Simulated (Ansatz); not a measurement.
**Te2Mo (P6_3/mmc), a film clamped to a substrate**

Method: DFT PBE, scalar-relativistic, plane waves, PAW (Ansatz). Cutoff 420 eV, Γ-centred 12×12×2 k-points, Gaussian smearing of 0.05 eV. No spin polarisation. Energies are free energies at this smearing, counted from the undisturbed cell; pressure is positive in compression.

The starting cell (relaxed at this level):

```
Te Mo
1.0
     3.55707    0.00000    0.00000
    -1.77853    3.08051    0.00000
     0.00000    0.00000   15.20472
Te Mo
4 2
Direct
  0.33333 0.66667 0.63109
  0.66667 0.33333 0.13109
  0.33333 0.66667 0.86891
  0.66667 0.33333 0.36891
  0.33333 0.66667 0.25000
  0.66667 0.33333 0.75000
```

The cell holds layers and no dispersion correction was added, so their binding is poorly described.

The cell (6 atoms, V0 = 166.61 Å³) is strained by p along both x and y and by q along z, fractional coordinates fixed. τp = (1/V0) ∂E/∂p = (σxx + σyy)(1 + p)(1 + q) and τq = (1/V0) ∂E/∂q = σzz(1 + p)², with tension positive.

```
     p q  ΔE (meV/atom)  τp (GPa)  τq (GPa)
 0.000   0.000           0.00      0.01     -0.04
-0.025   0.000          20.53     -9.80     -3.40
 0.025   0.000          18.05      8.06      2.78
 0.000  -0.025           9.75     -3.29     -4.55
 0.000   0.025           8.62      2.89      3.93
```

Task: Get the second derivatives of the energy density.

Result: Central differences give A = ∂τp/∂p = 357 GPa (C11 + C22 + 2 C12), C = ∂τq/∂q = 170 GPa (C33) and the cross term B = ∂τq/∂p = 124 GPa (C13 + C23); ∂τp/∂q = 123 GPa must equal B, and any difference shows higher-order terms. The ions are clamped.

Task: A film of this crystal grows with z along the normal on a substrate that imposes p. How does its thickness respond, and what does the misfit cost?

Result: Count p and q from the stress-free cell. A free surface needs τq = 0, so q = −(B/C) p = -0.73 p. The energy density left is (A − B²/C) p²/2 = M p², with the biaxial modulus M = 134 GPa; a misfit of 1 % costs 2.32 meV/atom, against 3.10 meV/atom if the thickness were held.

At p = 0.050 the energies along q are 56.8 (q = -0.050), 53.6 (q = -0.025), 67.8 (q = 0.000), 97.2 (q = 0.025), 139.9 (q = 0.050) meV/atom.

Task: Does the linear rule hold at this misfit?

Result: A parabola through the lowest point and its neighbours has its minimum at q = -0.033, 52.7 meV/atom. With the stress left in the starting cell, τp0 and τq0, linear elasticity gives q = −(τq0 + Bp)/C = -0.036 and E = V0(τp0 p + τq0 q + Ap²/2 + Bpq + Cq²/2)/N = 58.2 meV/atom. The two agree within a tenth in energy.

Forces appear on the atoms along this scan, and letting them relax would lower the energy and soften the response.

Cost: 25 runs of about 3.7 core-minutes in all, on Intel Xeon 6975P-C (Granite Rapids) (shared hosts).

The film thins under in-plane tension, and this relief removes about a quarter of the misfit energy. Since A sums over two in-plane directions, C33 = 170 GPa makes the crystal almost as stiff along z as in the plane. That disagrees with the known softness of layered tellurides along the stacking axis. The likely cause is the uniform scaling of all heights: it strains the covalent Mo–Te bonds inside each layer together with the weak Te–Te contacts, whereas in a real crystal the gap between layers would take up most of a normal strain. The coefficient -0.73 therefore mainly reflects bond stretching and bending within the layers, and shouldn't be read as the thickness response of a real film.

The stresses are larger in compression than in tension along both directions, as expected when short-range repulsion steepens and stretched bonds weaken. This explains why linear elasticity overestimates the energy at p = 0.050, and suggests that it would underestimate the cost of an equally large compressive misfit.
